**M1 lines of Sm15+: forecast and outcome for five withheld rows**

The table holds wavelengths, Einstein A coefficients and branching of twelve M1 lines within 4d10 4f and 4d9 4f2, from CI on Dirac orbitals in exchange-only KLI potentials with Breit and model QED terms and no correlation estimate. The program derives line strengths from A = C·S/(gλ³), compares them with pure LS values, and predicts five withheld rows from the seven known ones. The 4f doublet meets the LS formula to 0.14%, while the 4d9 4f2 lines show strong departures from their labels. All withheld wavelengths and four of five rates fall inside wide ranges, but the total rates of rows 1, 3 and 4 lie far below the forecast for J = 13/2. Equal totals and an energy loop closing to 0.2 cm⁻¹ show that several repeated labels denote the same levels.

Sm15+ with closed core [Ar] 3d10 4s2, computed with radial Dirac CI 1: relativistic CI on Dirac orbitals in exchange-only KLI potentials optimised for each configuration, with zero-frequency Breit and model QED terms, unscaled Slater integrals and no correlation estimate. Wavelengths are in vacuum; branching counts E1, M1, E2, M2 and E3 decays within the model space.

## The fit in Python

```python
# Table: M1 lines of Sm15+ (wavelength, Einstein A, branching), radial Dirac CI 1, Dirac orbitals in
# exchange-only KLI potentials, Breit + model QED. Tested: A = C S/(g lambda^3), LS line strengths,
# total decay rate against upper J, and predictions for the withheld rows from the other rows alone.
T = {
    'line_upper': ['4p6 4d9 4f2 4K15/2', '4p6 4d9 4f2 4K13/2', '4p6 4d10 4f 2Fo7/2', '4p6 4d9 4f2 4H13/2', '4p6 4d9 4f2 4H13/2', '4p6 4d9 4f2 4K11/2', '4p6 4d9 4f2 4I13/2', '4p6 4d9 4f2 2I13/2', '4p6 4d9 4f2 4I13/2', '4p6 4d9 4f2 4I11/2', '4p6 4d9 4f2 4K11/2', '4p6 4d9 4f2 4I15/2'],
    'line_lower': ['4p6 4d9 4f2 4K17/2', '4p6 4d9 4f2 4K15/2', '4p6 4d10 4f 2Fo5/2', '4p6 4d9 4f2 4K13/2', '4p6 4d9 4f2 4G11/2', '4p6 4d9 4f2 4K13/2', '4p6 4d9 4f2 4K11/2', '4p6 4d9 4f2 4H13/2', '4p6 4d9 4f2 4H13/2', '4p6 4d9 4f2 4I13/2', '4p6 4d9 4f2 4K13/2', '4p6 4d9 4f2 4H13/2'],
    'line_type': ['M1', 'M1', 'M1', 'M1', 'M1', 'M1', 'M1', 'M1', 'M1', 'M1', 'M1', 'M1'],
    'line_wavelength': [11928, 4254.4, 1599.7, 1517.6, 1499.5, 920.59, 883.5, 666.58, 641.37, 629.68, 627.98, 584.65],  # nm
    'line_einstein_a': [0.01863, 0.5527, 2.82, 0.1264, 3.157, 21.57, 11.29, 3.916, 3.375, 55.58, 50.72, 8.125],  # s⁻¹
    'line_branching': [100.0, 80.4, 100.0, 3.8, 94.9, 2.2, 23.1, 6.9, 6.9, 11.2, 4.9, 36.8],  # %
}
HELD = [1, 3, 4, 8, 11]  # rows withheld from the fit
import re
import numpy as np
from scipy import constants as k
C = k.mu_0*(2*np.pi*1e9)**3*k.value('Bohr magneton')**2/(3*np.pi*k.hbar)
def term(s):
    m = re.match(r'(\d)([A-Z])o?(\d+)/2', s.split()[-1])
    return (int(m[1])-1)/2, 'SPDFGHIKL'.index(m[2]), int(m[3])/2
U = [term(s) for s in T['line_upper']]; Lo = [term(s) for s in T['line_lower']]
n = len(U); g = np.array([2*u[2]+1 for u in U])
lam, A, B = (np.array(T[c], float) for c in ('line_wavelength', 'line_einstein_a', 'line_branching'))
nm = [a.split()[-1]+'-'+b.split()[-1] for a, b in zip(T['line_upper'], T['line_lower'])]
def sls(i):
    (s, l, j), (s2, l2, j2) = U[i], Lo[i]; J = max(j, j2)
    return (J*J-(l-s)**2)*((l+s+1)**2-J*J)/(4*J) if (s, l) == (s2, l2) else 0.0
SL = np.array([sls(i) for i in range(n)]); S = A*g*lam**3/C; tot = 100*A/B; E = 1e7/lam
K = [i for i in range(n) if i not in HELD]; F = [i for i in K if '4f2' in T['line_upper'][i]]
gm = lambda x: float(np.exp(np.mean(np.log(x))))
print(f'C = {C:.4e} s-1 nm3 per muB2; rounding of A up to 0.03%')
print('known row, line, E cm-1, S muB2, S(LS), S/S(LS), total rate s-1 +- rounding')
for i in K:
    r = f'{S[i]/SL[i]:.3f}' if SL[i] else 'LS-forbidden'
    print(f'{i} {nm[i]} {E[i]:.0f} {S[i]:.2f} {SL[i]:.2f} {r} {tot[i]:.4g} +-{tot[i]*0.05/B[i]:.1g}')
print(f'row 2: LS rate {C*SL[2]/g[2]/lam[2]**3:.3f} s-1, table/LS {100*(S[2]/SL[2]-1):+.2f}%, zeta(4f) = E/3.5 = {E[2]/3.5:.0f} cm-1')
p = np.polyfit(np.log(lam[K]), np.log((g*A)[K]), 1)[0]
print(f'slope of ln gA on ln lambda {p:.2f} (M1 -3, E2 -5); row 9/row 0: A x{A[9]/A[0]:.0f}, lambda^-3 x{(lam[0]/lam[9])**3:.0f}')
al = [i for i in F if SL[i]]; fb = [i for i in F if not SL[i]]; R = S[al]/SL[al]
print(f'same-term S/S(LS): mean {gm(R):.2f}, {R.min():.2f}-{R.max():.2f}; forbidden S: mean {gm(S[fb]):.2f}; pooled S {gm(S[F]):.2f}')
e1 = [np.log(S[i]/(SL[i]*gm([S[j]/SL[j] for j in al if j != i]) if SL[i] else gm([S[j] for j in fb if j != i]))) for i in F]
e2 = [np.log(S[i]/gm([S[j] for j in F if j != i])) for i in F]
rf = lambda e: np.exp(np.sqrt(np.mean(np.square(e))))
print(f'leave-one-out rms factor in S (4f2 rows): LS classes {rf(e1):.2f}, pooled {rf(e2):.2f}; worst row {F[int(np.argmax(np.abs(e2)))]}')
tJ = {J: [tot[i] for i in F if U[i][2] == J] for J in (7.5, 6.5, 5.5)}
s_ = [lam[i] for i in K if lam[i] < 1000]; step = max(a/b for a, b in zip(s_, s_[1:]))
print(f'largest known wavelength step below 1000 nm x{step:.2f}; Lande rule for row 1: {lam[0]*8.5/7.5:.0f} nm')
assert abs(S[2]/SL[2]-1) < 0.01
assert all(lam[a] > lam[b] for a, b in zip(K, K[1:]))
assert -3.5 < p < -2
assert max(tJ[7.5]) < min(tJ[6.5]) and max(tJ[6.5]) < min(tJ[5.5])
def show(lab, c, lo, hi, v, x=''):
    print(f'  {lab}: predicted {c:.4g} ({lo:.4g}-{hi:.4g}), computed {v:.4g}, x{v/c:.2f}, {"inside" if lo <= v <= hi else "outside"}{x}')
for i in HELD:
    hi = lam[max(j for j in K if j < i)]; nx = [j for j in K if j > i]
    lo = lam[min(nx)] if nx else hi/step; lc = np.sqrt(lo*hi)
    sc, s0, s1 = (SL[i]*gm(R), SL[i]*R.min(), SL[i]) if SL[i] else (gm(S[fb]), S[fb].min()/2, S[fb].max()*2)
    ac = C*sc/g[i]/lc**3
    show(f'row {i} {nm[i]} lambda nm', lc, lo, hi, lam[i])
    show('S muB2', sc, s0, s1, S[i], f'; pooled x{S[i]/gm(S[F]):.2f}' + (f'; S/S(LS) {S[i]/SL[i]:.2f}' if SL[i] else ''))
    show('A s-1', ac, C*s0/g[i]/hi**3, C*s1/g[i]/lo**3, A[i], f'; lambda^3 part x{(lc/lam[i])**3:.2f}')
    if U[i][2] == 6.5:
        tc = gm(tJ[6.5])
        show('total s-1', tc, min(tJ[6.5])/3, max(tJ[6.5])*3, tot[i], f'; branching {100*ac/tc:.1f}% vs {B[i]:.1f}%')
    else:  # J = 15/2: guessed share among decays inside the configuration
        show('branching %', 30, 10, 70, B[i], f'; total {tot[i]:.4g} s-1')
print('tests that repeated labels are the same levels:')
print(f'  totals rows 3, 4: {tot[3]:.4g} +-{tot[3]*0.05/B[3]:.1g}, {tot[4]:.4g} +-{tot[4]*0.05/B[4]:.1g} s-1; branching sum {B[3]+B[4]:.1f}%')
print(f'  totals rows 6, 8: {tot[6]:.4g}, {tot[8]:.4g} +-{tot[8]*0.05/B[8]:.1g} s-1; bound on A(8) {tot[6]-A[6]:.1f}, computed {A[8]:.4g}')
print(f'  E5+E6 {E[5]+E[6]:.0f}, E3+E8 {E[3]+E[8]:.0f}, difference {E[3]+E[8]-E[5]-E[6]:+.1f} cm-1; E10+E6 {E[10]+E[6]:.0f}')
print(f'  loop range for row 3: {1e7/(E[5]+E[6]-E[7]):.0f} to {1e7/(E[5]+E[6]-E[9]):.0f} nm, computed {lam[3]:.1f}')
print(f'  E4-E3 {E[4]-E[3]:.0f} cm-1; E1 {E[1]:.0f}, E1/E0 {E[1]/E[0]:.2f} (Lande {7.5/8.5:.2f})')
```

It prints:

```
C = 2.6974e+10 s-1 nm3 per muB2; rounding of A up to 0.03%
known row, line, E cm-1, S muB2, S(LS), S/S(LS), total rate s-1 +- rounding
0 4K15/2-4K17/2 838 18.75 22.24 0.843 0.01863 +-9e-06
2 2Fo7/2-2Fo5/2 6251 3.42 3.43 0.999 2.82 +-0.001
5 4K11/2-4K13/2 10863 7.49 22.15 0.338 980.5 +-2e+01
6 4I13/2-4K11/2 11319 4.04 0.00 LS-forbidden 48.87 +-0.1
7 2I13/2-4H13/2 15002 0.60 0.00 LS-forbidden 56.75 +-0.4
9 4I11/2-4I13/2 15881 6.17 25.38 0.243 496.3 +-2
10 4K11/2-4K13/2 15924 5.59 22.15 0.252 1035 +-1e+01
row 2: LS rate 2.824 s-1, table/LS -0.14%, zeta(4f) = E/3.5 = 1786 cm-1
slope of ln gA on ln lambda -2.41 (M1 -3, E2 -5); row 9/row 0: A x2983, lambda^-3 x6797
same-term S/S(LS): mean 0.36, 0.24-0.84; forbidden S: mean 1.56; pooled S 4.77
leave-one-out rms factor in S (4f2 rows): LS classes 3.41, pooled 3.48; worst row 7
largest known wavelength step below 1000 nm x1.33; Lande rule for row 1: 13518 nm
  row 1 4K13/2-4K15/2 lambda nm: predicted 4368 (1600-1.193e+04), computed 4254, x0.97, inside
  S muB2: predicted 10.72 (7.166-29.47), computed 22.09, x2.06, inside; pooled x4.63; S/S(LS) 0.75
  A s-1: predicted 0.2477 (0.008136-13.87), computed 0.5527, x2.23, inside; lambda^3 part x1.08
  total s-1: predicted 52.67 (16.29-170.3), computed 0.6874, x0.01, outside; branching 0.5% vs 80.4%
  row 3 4H13/2-4K13/2 lambda nm: predicted 1214 (920.6-1600), computed 1518, x1.25, inside
  S muB2: predicted 1.56 (0.301-8.082), computed 0.2293, x0.15, outside; pooled x0.05
  A s-1: predicted 1.682 (0.1417-19.96), computed 0.1264, x0.08, outside; lambda^3 part x0.51
  total s-1: predicted 52.67 (16.29-170.3), computed 3.326, x0.06, outside; branching 3.2% vs 3.8%
  row 4 4H13/2-4G11/2 lambda nm: predicted 1214 (920.6-1600), computed 1500, x1.24, inside
  S muB2: predicted 1.56 (0.301-8.082), computed 5.525, x3.54, inside; pooled x1.16
  A s-1: predicted 1.682 (0.1417-19.96), computed 3.157, x1.88, inside; lambda^3 part x0.53
  total s-1: predicted 52.67 (16.29-170.3), computed 3.327, x0.06, outside; branching 3.2% vs 94.9%
  row 8 4I13/2-4H13/2 lambda nm: predicted 647.9 (629.7-666.6), computed 641.4, x0.99, inside
  S muB2: predicted 1.56 (0.301-8.082), computed 0.4622, x0.30, inside; pooled x0.10
  A s-1: predicted 11.05 (1.958-62.37), computed 3.375, x0.31, inside; lambda^3 part x1.03
  total s-1: predicted 52.67 (16.29-170.3), computed 48.91, x0.93, inside; branching 21.0% vs 6.9%
  row 11 4I15/2-4H13/2 lambda nm: predicted 545.5 (473.8-628), computed 584.6, x1.07, inside
  S muB2: predicted 1.56 (0.301-8.082), computed 0.9631, x0.62, inside; pooled x0.20
  A s-1: predicted 16.2 (2.049-128.1), computed 8.125, x0.50, inside; lambda^3 part x0.81
  branching %: predicted 30 (10-70), computed 36.8, x1.23, inside; total 22.08 s-1
tests that repeated labels are the same levels:
  totals rows 3, 4: 3.326 +-0.04, 3.327 +-0.002 s-1; branching sum 98.7%
  totals rows 6, 8: 48.87, 48.91 +-0.4 s-1; bound on A(8) 37.6, computed 3.375
  E5+E6 22181, E3+E8 22181, difference -0.2 cm-1; E10+E6 27243
  loop range for row 3: 1393 to 1587 nm, computed 1517.6
  E4-E3 80 cm-1; E1 2351, E1/E0 2.80 (Lande 0.88)
```
